**Note 1. Premises and conventions.** The transducer has $2N$ identical electrodes of alternating polarity, that is $N$ pairs, with pitch $p=\lambda_0/2$ and aperture $W$. The surface-wave velocity is $v$, and $f_0=v/\lambda_0$. Time goes as $e^{i\omega t}$, amplitudes are peak values, and $k=\omega/v$. $C_s$ is the static capacitance of one pair over the whole aperture, so $C_T=NC_s$. The admittance is $Y=i\omega C_T+G_a+iB_a$. The wave is taken as lossless, non-dispersive and straight-crested, it is not reflected by short-circuited electrodes, and no bulk wave is excited. Three abbreviations recur:
$$\theta=kp=\pi f/f_0,\qquad X=N\pi\frac{f-f_0}{f_0}=N(\theta-\pi),\qquad y=\frac{X}{2N}.\tag{1}$$

**Note 2. The delta-function model gives a shape and no scale.** Put $2N$ equal line sources of alternating sign at $x=np$. Their waves add outside the array with phases $e^{in\theta}$. Since $(-1)^ne^{in\theta}=e^{2iny}$ by (1), the sum is geometric:
$$\Big|\sum_{n=0}^{2N-1}e^{2iny}\Big|=\Big|\frac{\sin X}{\sin y}\Big|\approx 2N\Big|\frac{\sin X}{X}\Big|.\tag{2}$$
At fixed voltage the radiated power is $\tfrac12G_a|V|^2$, so $G_a\propto(\sin X/X)^2$. The source strength is undetermined, and so is $B_a$. Both need a model with a piezoelectric constant in it.

**Note 3. Where the delta functions come from.** The crossed-field model (Smith and co-workers, 1969) replaces the surface wave by a one-dimensional wave $u(x)$ in a bar of width $W$ and depth $d$. The electric field is transverse to $x$ and is imposed by the electrodes: $E=(V/d)s(x)$, with $s=+1,-1,\dots$ in $2N$ successive sections of length $p$ and $s=0$ outside. The constitutive laws are $T=cu'-eE$ and $D=eu'+\varepsilon E$, with $c$ at constant field and $\varepsilon$ at constant strain. Newton's law $-\rho\omega^2u=T'$ with $v^2=c/\rho$ gives
$$u''+k^2u=\frac{eV}{cd}\,s'(x),\qquad s'(x)=\sum_{m=0}^{2N}a_m\,\delta(x-mp).\tag{3}$$
A uniform field exerts no net force on a slice of the bar. Force appears only where the field jumps, with $a_m=2(-1)^m$ inside and $a_0=a_{2N}=1$ at the ends. The outgoing solution of $u''+k^2u=\delta(x)$ is $(i/2k)e^{-ik|x|}$, whose slope jumps by $-2ik\,(i/2k)=1$. Hence
$$u(x)=\frac{eV}{cd}\,\frac{i}{2k}\sum_n a_ne^{-ik|x-np|}.\tag{4}$$

**Note 4. The admittance in one double sum.** The sections are in parallel with alternating polarity, so the current is $i\omega W\int sD\,dx$. The term $\varepsilon E$ gives $i\omega C_TV$ with $C_s=\varepsilon W\lambda_0/d$. The term $eu'$ is integrated by parts to $-i\omega We\sum_ma_mu(mp)$. Insert (4), use $\omega/k=v$, and define $K^2=e^2/c\varepsilon$, so that $We^2/cd=K^2C_s/\lambda_0$:
$$Y_a=G_a+iB_a=g\sum_{m,n}a_ma_ne^{-i\theta|m-n|},\qquad g=\tfrac12f_0K^2C_s.\tag{5}$$
The fictitious depth $d$ has dropped out. Collect terms of equal lag $l=|m-n|$. For $l=0$ the sum of $a_m^2$ is $4(2N-1)+2=8N-2$. For $1\le l\le2N-1$ there are $2N-l+1$ products $a_ma_{m+l}$. Two contain an end source and have size 2, the rest have size 4, and the total is $4(2N-l)(-1)^l$. For $l=2N$ the product is 1. Each $l\ge1$ occurs twice, and $(-1)^le^{-il\theta}=z^l$ with $z=e^{-2iy}$:
$$Y_a/g=8N-2+8\sum_{l=1}^{2N-1}(2N-l)z^l+2z^{2N}.\tag{6}$$
The sum equals $2Nz/(1-z)-z(1-z^{2N})/(1-z)^2$. With $z/(1-z)=-\tfrac12-\tfrac i2\cot y$, $z/(1-z)^2=-1/(4\sin^2y)$ and $z^{2N}=e^{-2iX}$, the terms $\pm8N$ cancel and $1/\sin^2y-1=\cot^2y$ leaves
$$Y_a=g\left[2\cot^2y\,(1-e^{-2iX})-8iN\cot y\right].\tag{7}$$
This is exact within the model. Its real part, $4g\cot^2y\sin^2X$, is the square of (2) times $4g\cos^2y$, the cosine coming from the half-weight end sources. As $f\to0$, $\cot y=-\tan(\theta/2)\to-\theta/2$ and $B_a\to4N\theta g=\omega K^2C_T$. The capacitance becomes $C_T(1+K^2)$, the stress-free value, which confirms sign and scale.

**Note 5. The narrow-band forms.** For $|y|\ll1$ put $\cot y\to2N/X$ in (7):
$$G_a=G_0\Big(\frac{\sin X}{X}\Big)^2,\qquad B_a=G_0\frac{\sin2X-2X}{2X^2},\qquad G_0=16N^2g=8K^2f_0C_sN^2.\tag{8}$$
The next terms follow from $\cot y\approx1/y-y/3$. $G_a$ is multiplied by $1-X^2/6N^2$, and $B_a$ gains $G_0(X-\sin2X)/12N^2$. A text that writes $G_0=8K^2f_0C_TN$ or $(4/\pi)K^2\omega_0C_sN^2$ means the same quantity. Reading $C_s$ as the capacitance of one section would halve $G_0$.

**Note 6. Why a Hilbert transform, and with which sign.** Every term of (5) is a delay $|m-n|p/v\ge0$: current follows voltage. For large $N$, put $l=2Nt$ in (6) and replace the sum by an integral:
$$Y_a=2G_0\int_0^1(1-t)\,e^{-2iXt}\,dt=2G_0\left[-\frac{i}{2X}+\frac{1-e^{-2iX}}{4X^2}\right],\tag{9}$$
which is (8) again. The triangle is the autocorrelation of the rectangular source envelope, cut off at zero delay. For one delay, $G=\cos aX$ and $B=-\sin aX$ with $a>0$. Since $\cos a(X+s)-\cos a(X-s)=-2\sin aX\sin as$ and $\int_0^\infty\sin(as)\,ds/s=\pi/2$, such a pair obeys
$$B_a(X)=\frac1\pi\,\mathrm P\!\!\int_{-\infty}^{\infty}\frac{G_a(X')}{X'-X}\,dX'=\frac1\pi\int_0^\infty\frac{G_a(X+s)-G_a(X-s)}{s}\,ds,\tag{10}$$
and by linearity so does (9). For $e^{-i\omega t}$ the sign reverses. Far from the band (10) gives $-(\pi X)^{-1}\int G_a\,dX'=-G_0/X$, as in (8). Two things are usually passed over. The term $i\omega C_T$ has no real part, so (10) cannot produce it and it is added from electrostatics. The range of $X'$ is extended over the whole line with one peak only, which drops the peaks at $-f_0$ and at the harmonics. Within the model their contribution to $B_a$ is of order $G_0/N^2$ in the passband and is contained in the correction of Note 5.

**Note 7. Which $K^2$ belongs in $G_0$.** For a surface wave $e^2/c\varepsilon$ is not defined, so $K^2$ has to be tied to $\Delta v/v$, the fractional slowing by a massless conducting film. Let surface charge and potential be linked by $\bar\phi(k)=\bar\sigma(k)/|k|\varepsilon_s(k)$, with $\phi(x)=(2\pi)^{-1}\int\bar\phi\,e^{-ikx}dk$. The free-surface wave has $\sigma=0$, a zero of $\varepsilon_s$ at $k_f$. The metallised-surface wave has $\phi=0$, a pole at $k_m$. The further premise is that for weak coupling $\varepsilon_s\approx\varepsilon_\infty(k-k_f)/(k-k_m)$ near these points, where $\varepsilon_\infty=\varepsilon_0+\varepsilon_p$ and $\varepsilon_p=(\varepsilon_{11}\varepsilon_{33}-\varepsilon_{13}^2)^{1/2}$, with axis 1 along the propagation and axis 3 normal to the surface. Then $1/k\varepsilon_s$ has residue $-\Gamma$ at $k_f$, with $\Gamma=(k_m-k_f)/k_f\varepsilon_\infty\approx(\Delta v/v)/\varepsilon_\infty$. A small loss moves the pole below the axis, and closing clockwise for $x>0$ gives $\phi=i\Gamma e^{-ik|x|}$ per unit line charge. The power $\tfrac12W\,\mathrm{Re}\int(i\omega\sigma)^*\phi\,dx$, with the real electrostatic $\sigma$ as lowest order, yields
$$G_a=\omega W\Gamma\,|\bar\sigma(k)/V|^2.\tag{11}$$
A linear change of the depth coordinate maps the substrate on an isotropic one of permittivity $\varepsilon_p$. For electrodes of width $p/2$ centred at $x=mp$, the analytic function $E_\perp+iE_x=A/\sqrt{\cos2w}$, with $w=\pi(x+ix_\perp)/p$ and $x_\perp$ the distance from the surface, is real on the metal, imaginary in the gaps, alternates in sign and decays away from the surface. It therefore solves the periodic problem, and $\sigma=\varepsilon_\infty E_\perp$. The shift $w\to w+\pi/2$ turns the electrode integral of $|A/\sqrt{\cos 2w}|$ into the gap integral, so the charge per electrode is $\varepsilon_\infty WV$ and $C_s=\varepsilon_\infty W$. The substitution $\sin w=\sin\varphi/\sqrt2$ gives, over $|w|<\pi/4$,
$$\int\!\frac{dw}{\sqrt{\cos2w}}=\sqrt2\,\mathsf K,\qquad\int\!\frac{\cos w\,dw}{\sqrt{\cos2w}}=\frac{\pi}{\sqrt2},\qquad\int\!\frac{\cos3w\,dw}{\sqrt{\cos2w}}=0,\tag{12}$$
where $\mathsf K=1.8541$ is the complete elliptic integral of the first kind at parameter $m=1/2$. At $f_0$, $kx=w$, so each electrode contributes its charge times $\pi/2\mathsf K=0.8472$, all in phase, and $|\bar\sigma/V|=N\varepsilon_\infty\pi/\mathsf K$ with end effects neglected. Equation (11) gives $G_0=(2\pi^3/\mathsf K^2)(\Delta v/v)f_0C_sN^2=18.04\,(\Delta v/v)f_0C_sN^2$. Comparison with (8) fixes
$$K^2=\frac{\pi^3}{8\mathsf K^2}\cdot\frac{2\Delta v}{v}=1.127\cdot\frac{2\Delta v}{v}.\tag{13}$$
The common identification $K^2=2\Delta v/v$ omits this factor.

**Note 8. The two quality factors.** $G_a$ has nulls at $f_0(1\pm1/N)$. The band $\Delta f=f_0/N$ runs between $X=\pm\pi/2$, where $G_a/G_0=4/\pi^2$, or 3.92 dB down. The acoustic $Q_a=f_0/\Delta f=N$ thus refers to a 4 dB width. The 3 dB points lie at $X=\pm1.392$ and enclose $0.886f_0/N$. The electrical $Q$ is that of $C_T$ damped by $G_0$ alone:
$$Q_e=\frac{\omega_0C_T}{G_0}=\frac{\pi}{4K^2N},\qquad\frac{Q_e}{Q_a}=\Big(\frac{N_{\rm opt}}{N}\Big)^2\equiv r,\qquad N_{\rm opt}=\sqrt{\frac{\pi}{4K^2}}.\tag{14}$$
Setting $Q_e=Q_a$ gives $N=N_{\rm opt}$ and a fractional bandwidth $1/N_{\rm opt}=2K/\sqrt\pi$.

**Note 9. Why equating them works.** The rule ignores the source, which halves $Q_e$ when matched, and it ignores $B_a$. Neither is small. Tune $C_T$ with a shunt inductor and drive from a source conductance $G_0$. The tank susceptance is $2\omega_0C_T(f-f_0)/f_0=(2r/\pi)G_0X$. With $\gamma=G_a/G_0$, the fraction of the available power radiated in both directions together is
$$\eta=\frac{4\gamma}{(1+\gamma)^2+b^2},\qquad b=\frac{2r}{\pi}X+\frac{\sin2X-2X}{2X^2}.\tag{15}$$
Near the centre $B_a\approx-\tfrac23G_0X$. A falling susceptance is allowed because the port is lossy. At $r=1$ the tank slope is $0.637$ and the acoustic slope $-0.667$, so they nearly cancel. Exact cancellation needs $r=\pi/3$, or $N^2=3/4K^2$, which is $0.977N_{\rm opt}$. At $r=1$ and $X=\pi/2$, $b=1-2/\pi=0.363$ and $\eta=0.769$, a drop of 1.14 dB. Omitting $B_a$ would give 2.64 dB. A filter with two equal transducers transmits $(\eta/2)^2$ on the direct path, by bidirectionality and reciprocity, and is 3 dB down at the $X_3$ where $\eta^2=1/2$. Its fractional width is $2X_3/\pi N$:

| $N/N_{\rm opt}$ | 0.5 | 0.8 | 1 | 2 |
|---|---|---|---|---|
| $X_3$ | 0.62 | 1.39 | 1.66 | 1.70 |
| width $\times N_{\rm opt}$ | 0.79 | 1.11 | 1.06 | 0.54 |

The maximum is broad and close to $1/N_{\rm opt}$, which justifies the rule as an estimate and not as an extremum condition. Above $N_{\rm opt}$ the array sets the width. Below it the tank does, and a width $1/N$ needs a source conductance $G_s\gg G_0$ with $\omega_0C_T/G_s\propto N$. Then $\eta\approx4G_0/G_s\propto N/Q_e=1/r$, and the filter loses 12 dB per octave of bandwidth.

A series inductor behaves alike. For $Q_e\gg1$, $1/Y\approx[G_a+iB_a]/(\omega_0C_T)^2-i/\omega C_T$. In units of
$$R_0=\frac{G_0}{(\omega_0C_T)^2}=\frac{2K^2}{\pi^2f_0C_s}\tag{16}$$
the resistance is $\gamma$ and the tuned reactance is $2Q_e(f-f_0)/f_0+B_a/G_0=b$. So (15) holds for a source resistance $R_0$, up to terms of order $1/Q_e$. $R_0$ depends on the aperture and not on $N$.

**Note 10. What low loss costs.** At $\eta=1$ the filter loss is 6.02 dB. Treat the matched transducer as a lossless, reciprocal, symmetric three-port with acoustic ports 1 and 2. Then $S_{33}=0$ and $|S_{13}|^2=|S_{23}|^2=\tfrac12$. Orthogonality of columns 1 and 3 gives $|S_{11}|=|S_{21}|$, and the norm of column 1 gives $|S_{11}|=\tfrac12$. The triple-transit echo is reflected twice and has relative amplitude $\tfrac14$, 12 dB below the main signal. The ripple at band centre is $20\log_{10}(5/3)=4.4$ dB peak to peak. This echo is regenerated through the electrical load and does not contradict Note 1, which concerns shorted electrodes.

**Note 11. Range of validity.** (i) Equations (8) need $|X|\ll2N$ and $N\gg1$. Real electrodes add a tilt of first order in $(f-f_0)/f_0$, through the factor $\omega$ in (11) and the end charges, of order $1/2N$ at $X=\pm\pi/2$. (ii) Harmonics are wrong. Equation (7) is periodic in $\theta$ and repeats the peak $G_0$ at $3f_0$, while the third integral in (12) makes it vanish for electrodes of width $p/2$. (iii) The pitch $\lambda_0/2$ meets the Bragg condition at $f_0$, so reflections $\rho_e$ from single electrodes add in phase and $2N|\rho_e|\ll1$ is required. The electrical part of $\rho_e$ is of order $\Delta v/v$, and the mechanical part grows with film thickness $h$. (iv) The path must be short against $W^2/\lambda_0$, times an anisotropy factor of order one. (v) Inductor and finger resistance must be small against $R_0$. An inductor of quality $Q_L$ adds $R_0Q_e/Q_L$. (vi) Bulk waves, excited above the passband, and stray capacitance, which raises $Q_e$, are left out.

**Note 12. A 70 MHz filter on ST-X quartz.** The plate normal lies in the $YZ$ plane at about $42.75^\circ$ from $Y$, and the wave runs along $X$. Typical inputs are $v\approx3158$ m/s, $\Delta v/v\approx5.8\times10^{-4}$ and $\varepsilon_\perp\approx4.52\,\varepsilon_0$ normal to $c$. Along $c$ the compiled static value is $4.6368\,\varepsilon_0$ at 300 K (Crystal data cards). Here $\varepsilon_{11}=\varepsilon_\perp$, $\varepsilon_{13}=0$ and $\varepsilon_{33}=\varepsilon_\perp\cos^2(42.75^\circ)+\varepsilon_\parallel\sin^2(42.75^\circ)$, so $\varepsilon_p=4.55\,\varepsilon_0$, $\varepsilon_\infty=5.55\,\varepsilon_0$ and $C_s/W=0.491$ pF/cm. The wavelength is $\lambda_0=45.1\ \mu$m.

With $2\Delta v/v=1.16\times10^{-3}$, (13) gives $K^2=1.31\times10^{-3}$ and (14) gives $N_{\rm opt}=24.5$. Without the factor in (13) it would be 26.0. Take $N=24$, so that $Q_e=25.0$ and $r=1.04$. For series tuning to $R_0=50\ \Omega$, (16) requires $C_s=75.8$ fF, or $W=1.54$ mm $=34\lambda_0$. Then $C_T=1.82$ pF, $G_0=32.0\ \mu$S, $1/\omega_0C_T=1.25$ k$\Omega$ and $L=2.84\ \mu$H. The rule $1/N$ gives 4.2 %, or 2.9 MHz. Equation (15) gives $X_3=1.65$ and a 3 dB width of 3.1 MHz for the direct path. The third figures serve the arithmetic only, as $\Delta v/v$ has two.

The neglected terms rank as follows. At $X=\pi/2$ the correction $X^2/6N^2$ is $7\times10^{-4}$ and the tilt of order $1/2N$ is 2.1 %. The series-tuning terms $1/Q_e$ are 4 %. The length $W^2/\lambda_0=53$ mm far exceeds the transducer length of 1.08 mm. The electrical reflection measure $2N\Delta v/v$ is 0.03. With the approximate mechanical value $|\rho_e|\approx0.5\,h/\lambda_0$ for aluminium and $h=0.2\ \mu$m, $2N|\rho_e|=0.11$, enough to skew the passband slightly and to rule out (8) for several hundred such electrodes. The inductor rivals the main effect: an assumed $Q_L=50$ adds 25 $\Omega$, so the centre efficiency falls to $4\cdot50\cdot50/125^2=0.64$, or 1.94 dB per transducer, and the model's loss rises from 6.02 to 9.9 dB. As typical knowledge and not as measurement, the low-loss bandwidth of ST-X quartz is put at 4 to 5 %, which the model's 4.2 % respects, while bidirectional filters in use are mismatched on purpose to suppress the echo of Note 10 and lose roughly 15 to 25 dB, so the model's loss figures are low by 5 dB or more.